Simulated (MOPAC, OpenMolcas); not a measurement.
# How methods differ on CH7BSi (SMILES CB[SiH3])

CH7BSi: 10 atoms, total charge 0, spin state singlet. SMILES: `CB[SiH3]`. Geometry: relaxed at PBE0-D4/def2-TZVP.

```xyz
10

C    -1.0879    0.9750   -0.5769
B     0.1120    0.0003   -0.6899
Si    1.0141   -0.8831    0.8848
H    -1.9584    0.3075   -0.7162
H    -1.1579    1.7122   -1.3800
H    -1.2286    1.4541    0.3934
H     0.5168   -0.2882   -1.7837
H     1.1542   -2.3541    0.6855
H     0.3249   -0.6542    2.1867
H     2.3937   -0.3208    0.9993
```

Each level gives the dipole moment (D). The values are calculated.

| level | kind | program | value (D) |
| --- | --- | --- | --- |
| PM7 | semi-empirical | MOPAC | 0.97 |
| HF/6-311+G** | Hartree–Fock | OpenMolcas | 1.14 |
| SVWN5/6-311+G** | LDA | OpenMolcas | 1.22 |
| BLYP/6-311+G** | GGA | OpenMolcas | 1.20 |
| M06-L/6-311+G** | meta-GGA | OpenMolcas | 1.09 |
| r2SCAN/6-311+G** | meta-GGA | OpenMolcas | 1.21 |
| BHLYP/6-311+G** | global hybrid | OpenMolcas | 1.16 |
| PBE0/6-311+G** | global hybrid | OpenMolcas | 1.20 |

The values span 0.97 to 1.22 D. Magnitudes only.

Methyl(silyl)borane comes out as moderately polar at every level, and the density functionals and Hartree–Fock agree closely; PM7 gives the smallest moment, 0.97 D. The polarity reflects the unequal substituents on boron. Carbon is more electronegative than boron and draws σ density towards the methyl group, while silicon is electropositive and carries hydridic hydrogens. Hyperconjugation from the methyl C–H bonds into the empty boron p orbital works against the σ polarisation, so the net moment is probably a balance of partly opposing contributions, sensitive to small shifts in density.

Going from BLYP through BHLYP to Hartree–Fock, the moment falls slightly, but exact exchange alone doesn't order the table: PBE0 matches BLYP at 1.20 D, and M06-L, which has none, lies below Hartree–Fock at 1.09 D. The low PM7 value may stem from its parametrised description of the B–Si fragment. Without a correlated wavefunction or experimental reference, the clustering of most functionals shows consistency rather than accuracy.
